## Two-step rate on a surface with a finite energy spread

### Model and conventions

A catalytic cycle with one adsorbed intermediate I has two steps,

$$A_1+* \rightleftharpoons B_1+I^*,\qquad A_2+I^* \rightleftharpoons B_2+* .$$

A site is filled with frequency $a=k_1A_1+k_{-2}B_2$ and emptied with frequency $b=k_2A_2+k_{-1}B_1$. At steady state $\theta=a/(a+b)$, and the net turnover is $N/(a+b)$ with $N=k_1A_1k_2A_2-k_{-1}B_1k_{-2}B_2$.

In Temkin's model the binding of I weakens from site to site. Let $t$ be the loss of binding energy relative to the strongest site, in units of $RT$, spread uniformly over $0\le t\le f=\Delta E/RT$. Unlabelled $a$, $b$, $N$ refer to $t=0$. Both steps share one transfer coefficient $\alpha$, so $a(t)=a\,e^{-\alpha t}$ and $b(t)=b\,e^{(1-\alpha)t}$. Here $\alpha=1/2$, and each class of sites reaches its own steady state, without exchange by diffusion.

The example is ammonia on hot tungsten, as on the filaments that crack NH$_3$ for nitride film deposition. At low conversion both steps are one-way:

$$\mathrm{NH_3}+*\to \mathrm{N}^*+\tfrac32\mathrm{H_2},\qquad \mathrm{N}^*\to\tfrac12\mathrm{N_2}+* ,$$

so $a=k_1P$, $b=k_2$ and $N=ab$. The second step is taken as linear in $\theta$, and $r/L$ counts NH$_3$ molecules per site per second. The inputs are illustrative: $T=1100$ K, $\Delta E=100$ kJ/mol, a desorption prefactor of $10^{13}$ s$^{-1}$, a desorption barrier of 250 kJ/mol on the strongest site (hence 200 kJ/mol on the weakest), a dissociative sticking probability $s_0=0.2$ on the strongest site, a typical site density $L=10^{15}$ cm$^{-2}$, and gas of molar mass 17.03 g/mol arriving at 300 K. What are the rate and the order at 3 Torr?

### Estimate by hand

With $RT\approx9$ kJ/mol, $f\approx11$. Then $b=10^{13}e^{-250/9}=8.6$ s$^{-1}$, say 10 s$^{-1}$. The weakest site empties $e^{5.5}\approx2.4\times10^2$ times faster, at $2.4\times10^3$ s$^{-1}$. About $5\times10^5$ molecules strike a site per second per Torr, so $a\approx1\times10^5P$ with $P$ in Torr.

A strongly binding site is full and waits for desorption. A weakly binding site is empty and waits for ammonia. Each site runs at roughly the smaller of $a(t)$ and $b(t)$. The two are equal at one value of $t$, where both are $\sqrt{ab}$ because $a(t)b(t)$ is constant, and the smaller one falls by a factor $e$ for every 2 units of $t$ on either side. That cusp has area $4\sqrt{ab}$. At the crossing the site is half covered and runs at only $\sqrt{ab}/2$. Trimming a triangle of height $\sqrt{ab}/2$ and base 4 leaves $3\sqrt{ab}$. Hence

$$r/L\approx\tfrac{3}{11}\sqrt{10^5\cdot10\,P}=2.7\times10^2\sqrt P\ \mathrm{s^{-1}},$$

which is half order and gives $4.7\times10^2$ s$^{-1}$ at 3 Torr.

The rate cannot exceed desorption from a full surface. There only the weakest 2 units out of 11 count, so the ceiling is $\tfrac{2}{11}(2.4\times10^3)=4.4\times10^2$ s$^{-1}$. The two branches meet at $(4.4/2.7)^2\approx3$ Torr. Taking the smaller, the estimate is $4.4\times10^2$ s$^{-1}$, with the order dropping from 1/2 to 0 near this pressure.

### Careful calculation

Both terms of $N$ scale as $e^{(1-2\alpha)t}$, so $N$ is the same on all sites for $\alpha=1/2$. Put $u=b(t)/a(t)=(1-\theta)/\theta=u_0e^{t}$, with $u_0=b/a$ and $u_1=u_0e^{f}$. Then $a(t)+b(t)=\sqrt{ab}\,(1+u)/\sqrt u$ and $dt=du/u$, so

$$\frac rL=\frac1f\int_0^f\frac{N\,dt}{a(t)+b(t)}=\frac{N}{f\sqrt{ab}}\int_{u_0}^{u_1}\frac{du}{\sqrt u\,(1+u)}=\frac{2N}{f\sqrt{ab}}\,\Delta,$$

$$\Delta=\arctan\sqrt{u_1}-\arctan\sqrt{u_0}.$$

As $f\to0$, $\Delta\to f\sqrt{u_0}/[2(1+u_0)]$ and the uniform result $N/(a+b)$ returns.

**Medium coverage.** If the strongest sites are full ($u_0\to0$) and the weakest empty ($u_1\to\infty$), then $\Delta=\pi/2$ and the power law is $r_{\rm pl}/L=\pi N/(f\sqrt{ab})$. Since $\arctan x=\pi/2-\arctan(1/x)$, the exact rate is $r=r_{\rm pl}(1-\delta)$ with

$$\delta=\frac2\pi\left[\arctan\sqrt{u_0}+\arctan\frac1{\sqrt{u_1}}\right]\le\delta_{\rm lin}=\frac2\pi\left[\sqrt{u_0}+\frac1{\sqrt{u_1}}\right].$$

The power law is always too high, by $\delta$ as a fraction of itself and by $\delta/(1-\delta)$ as a fraction of the exact rate. The form $\delta_{\rm lin}$ is the leading term for small arguments, and the next term is $-(2/3\pi)(u_0^{3/2}+u_1^{-3/2})$. At fixed $f>0$ the error is least when $u_0u_1=1$, where $\delta_{\min}=(4/\pi)\arctan e^{-f/4}$. Reaching 5 per cent needs $f\ge12.9$.

**Low and high coverage.** Expanding the arctangents gives

$$\frac rL\to\frac Nb\,\frac{2}{f}\left(1-e^{-f/2}\right)\quad(u_0\gg1),\qquad \frac rL\to\frac Na\,\frac2f\left(e^{f/2}-1\right)\quad(u_1\ll1).$$

These are the Langmuir limits $N/b$ and $N/a$ with site-averaged constants. For ammonia they are first order and zero order.

**Order.** With $N=ab$ and $u\propto1/P$, and $d\arctan\sqrt u/d\ln u=\sqrt u/[2(1+u)]$,

$$n=\frac{d\ln r}{d\ln P}=\frac12-\frac1{2\Delta}\left[\frac{\sqrt{u_1}}{1+u_1}-\frac{\sqrt{u_0}}{1+u_0}\right].$$

Each site has local order $1-\theta$, and $n$ is the rate-weighted mean of it.

**Numbers.** Intermediate values are carried unrounded, and three figures serve only to compare the formulas. $RT=9.146$ kJ/mol and $f=10.93$. Desorption runs from $b=13.45$ s$^{-1}$ to $3.18\times10^3$ s$^{-1}$. The flux $P/\sqrt{2\pi mk_BT_{\rm gas}}$ is $4.91\times10^{20}$ cm$^{-2}$ s$^{-1}$ per Torr, so $k_1=9.83\times10^4$ s$^{-1}$ Torr$^{-1}$. Then $u_0=1.37\times10^{-4}/P$ and $u_1=7.67/P$. The three asymptotes are $1.79\times10^4P$, $330\sqrt P$ and 580 s$^{-1}$, and the last two meet at 3.1 Torr.

| $P$ (Torr) | $\delta_{\rm lin}$ | $\delta$ | $r/L$ (s$^{-1}$) | $n$ |
|---|---|---|---|---|
| $10^{-5}$ | 2.36 | 0.83 | 0.175 | 0.98 |
| $10^{-3}$ | 0.24 | 0.23 | 8.01 | 0.63 |
| 0.03 | 0.083 | 0.083 | 52.5 | 0.50 |
| 3 | 0.40 | 0.36 | 366 | 0.28 |
| 10 | 0.73 | 0.54 | 476 | 0.16 |
| 100 | 2.30 | 0.83 | 566 | 0.024 |

The power law is best at 0.032 Torr, where $\delta_{\min}=0.083$. At 3 Torr, $u_1=2.56$, $\Delta=1.005$ and $r_{\rm pl}/L=572$ s$^{-1}$, so the model gives 366 s$^{-1}$ with order 0.28.

### Why the two differ

The hand value is 20 per cent high, and this modest gap is the remainder of two larger effects of opposite sign.

The first is rounding. Using 9 for 9.146 kJ/mol is a 1.6 per cent change, but it sits in an exponent near 27 and lowers $b$ by a factor 1.56. Rounding 8.6 up to 10 restores only part of it. The half-order branch rises from $4.7\times10^2$ to 572 s$^{-1}$, mainly through $\sqrt{13.45/10}=1.16$ and through the band area $\pi$ in place of 3, a factor 1.05. The ceiling rises from $4.4\times10^2$ to 580 s$^{-1}$. The smaller branch is now 572 s$^{-1}$, a factor 1.30 above the hand value.

The second is the edge of the distribution. The half-covered sites, which are the most active, lie at $t=\ln(1/u_0)=10.0$, only $\ln u_1=0.94$ short of the weak edge. The local rate needs about 2 units of $t$ to fall by $e$ in its tail, so most of the weak-binding half of the band is counted by the power law although no such sites exist. This edge removes 0.356 of the band area. The strong edge removes only 0.0043. The ceiling fails for the same reason seen from the other side: it takes the weakest sites as full, while their coverage is $1/(1+u_1)=0.28$. The factor is $1-\delta=0.640$, and $1.30\times0.640=0.83$ carries $4.4\times10^2$ into 366 s$^{-1}$.

The sharp corner of the estimate is therefore a broad bend. The tails are exponential in $t/2$, so the error of the power law varies as $1/\sqrt{u_1}\propto\sqrt P$, and the order slides from 0.50 at 0.03 Torr to 0.024 at 100 Torr. At the bend the leading-order correction is itself marginal: the cubic term is 0.052, and $\delta_{\rm lin}$ alone would give 342 s$^{-1}$.

One simplification is comparable with these corrections. Nitrogen leaves by recombination, and a rate $b\theta^2$ within each class of sites gives $u=(1-\theta)/\theta^2$ and band area

$$\int_0^1\left[\frac{\theta}{\sqrt{1-\theta}}+2\sqrt{1-\theta}\right]d\theta=\frac83 .$$

With the same $a$ and $b$, the power law keeps its half order with a constant 15 per cent smaller, the ceiling is unchanged, and the rate at 3 Torr falls by 14 per cent to $3.1\times10^2$ s$^{-1}$.

All these rates are the model's, not tungsten's. The barriers and $s_0$ were chosen so that zero order sets in at tens of Torr, which is the typical behaviour of tungsten filaments near this temperature, and that feature is no test of the model. The apparent activation energy of the ceiling, $RT^2\,d\ln r/dT$, is 209 kJ/mol, close to the weakest-site barrier plus $RT$ from the factor $1/f$. A typical textbook value is about 160 kJ/mol, so the model is high by a factor of about 1.3 and overstates how fast the ceiling rises with temperature.